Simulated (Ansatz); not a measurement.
## A series in volume scale on TiN

Free energy against uniform scaling of the volume at fixed shape and fractions; periodic cell, basis, potentials, k mesh and filling as listed. The results are calculated, by Ansatz 0.2.0.

The cell before it is scaled or strained (space group Fm-3m, No. 225):
```
TiN
1.0
      0.0000     2.1190     2.1190
      2.1190     0.0000     2.1190
      2.1190     2.1190     0.0000
Ti N
1 1
Direct
  0.00000 0.00000 0.00000
  0.50000 0.50000 0.50000
```

Settings of every row: functional PBE; dispersion none; potentials PAW; wave cutoff 510 eV; density cutoff 2040 eV; k mesh 12x12x12; k shift 0x0x0; occupations fermi dirac; smearing width 0.1 eV; spin none.

Limits: coarse k mesh, up to 40 meV an atom off; odd electron count without spin.

```
row  volume scale  V (Å³/atom)  energy above lowest point (meV/atom)
  1          0.94        8.944                                  40.6
  2          0.96        9.134                                    19
  3          0.98        9.324                                   5.7
  4             1        9.515                                     0
  5          1.02        9.705                                     1
  6          1.04        9.895                                     ?
  7          1.06       10.086                                  20.8
```

Question: what energy above lowest point should row 6 give?

Worked fit of energy above lowest point. Take u = (V_r/V)^(2/3) − 1 with V_r = 9.4195 Å³ an atom, which is twice the finite (Eulerian) strain; such expansions in the strain, on which the Birch-Murnaghan equation of state is built, carry the rest volume and the bulk modulus. The shown rows have u = 0.03514, 0.02073, 0.00682, -0.0067, -0.01971, -0.04455. Least squares give energy above lowest point = 1.96 + 427.4 × u + 19097 × u² meV/atom; a straight line predicts inner rows, each left out in turn, worse (root mean square 12 against 0.07 meV/atom). The rows lie off it by 0.0, 0.0, -0.1, 0.0, 0.0, 0.0. Its lowest point lies at u = -0.0112, or V = 9.58 Å³ an atom, and the curvature there gives the bulk modulus at fixed shape and fractions, B = (4/9)(1 + u)² E″(u)/V = 278 GPa. The withheld row has u = -0.0323, so the fit gives 1.96 + 427.4 × (-0.0323) + 19097 × (-0.0323)² = 8.1 meV/atom.

The calculation gave 8.1 meV/atom. The fit meets it to the printed digit.
